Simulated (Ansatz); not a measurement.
Co: energy change per atom and pressure as volume scale varies

Results calculated with Ansatz 0.2.0, not measured. Plane-wave DFT, scalar-relativistic PAW made under PBE with cores redone for the functional, no dispersion; the given relaxed cell is scaled uniformly, energy at zero smearing counts from the unscaled cell, pressure at the given Fermi-Dirac smearing is positive in compression.

The cell before it is scaled or strained (space group P6_3/mmc, No. 194):
```
CELL_PARAMETERS angstrom
2.51850 0.00000 0.00000
-1.25930 2.18110 0.00000
0.00000 0.00000 8.17170
ATOMIC_POSITIONS crystal
Co 0.00000 0.00000 0.00000
Co 0.00000 0.00000 0.50000
Co 0.33333 0.66667 0.25000
Co 0.66667 0.33333 0.75000
```

Settings of every row: spin polarised yes; functional RPBE; wave cutoff 420 eV; smearing width 0.05 eV; k mesh 16x16x5.

Atom:
```
element  starting moment (Bohr magneton)
     Co                             1.75
     Co                             1.75
     Co                             1.76
     Co                             1.76
```

Limits: search for a lower magnetic state is off; the cell comes from a prototype or a list of computed structures and needn't be the stable phase.

```
row  volume scale  V (Å³/atom)  energy change per atom (meV)  pressure (GPa)  largest site moment (Bohr magneton)
  1          0.88        9.875                        118.05           32.76                                 1.65
  2          0.92       10.324                         46.69           18.82                                 1.68
  3          0.96       10.773                             ?               ?                                    ?
  4          1.04       11.671                         10.47           -6.96                                 1.81
  5          1.08        12.12                         37.85           -12.4                                 1.84
  6          1.12       12.569                         79.07          -16.71                                 1.86
```

Question: what energy change per atom and pressure should row 3 give?

Worked fit of energy change per atom. Take u = (V_r/V)^(2/3) − 1 with V_r = 11.671 Å³ an atom, which is twice the finite (Eulerian) strain; such expansions in the strain, on which the Birch-Murnaghan equation of state is built, carry the rest volume and the bulk modulus. The shown rows have u = 0.11784, 0.08519, 0, -0.02485, -0.04822. Least squares give energy change per atom = 9.727 − 763.948 × u + 14231.14 × u² meV; a straight line predicts inner rows, each left out in turn, worse (root mean square 40 against 1.8 meV). The rows lie off it by 0.73, -1.24, 0.74, 0.35, -0.58 (root mean square 0.78 meV). The withheld row has u = 0.05483, so the fit gives 9.727 − 763.948 × (0.05483) + 14231.14 × (0.05483)² = 10.62 meV.

The calculation gave 10.11 meV. The fit lies 0.51 meV (5 % of the value, 0.47 % of the column's range) above it; its largest miss of a shown row is 1.24 meV.

Worked fit of pressure. Take u = (V_r/V)^(2/3) − 1 with V_r = 11.671 Å³ an atom, which is twice the finite (Eulerian) strain; such expansions in the strain, on which the Birch-Murnaghan equation of state is built, carry the rest volume and the bulk modulus. The shown rows have u = 0.11784, 0.08519, 0, -0.02485, -0.04822. Least squares give pressure = −7.166 + 235.942 × u + 858.37 × u² GPa; a straight line predicts inner rows, each left out in turn, worse (root mean square 2.5 against 0.49 GPa). The rows lie off it by 0.20, -0.34, 0.21, 0.10, -0.16 (root mean square 0.22 GPa). The withheld row has u = 0.05483, so the fit gives −7.166 + 235.942 × (0.05483) + 858.37 × (0.05483)² = 8.35 GPa.

The calculation gave 8.02 GPa. The fit lies 0.33 GPa (4.1 % of the value, 0.67 % of the column's range) above it; its largest miss of a shown row is 0.34 GPa.

The other values of row 3: largest site moment 1.72 Bohr magneton.
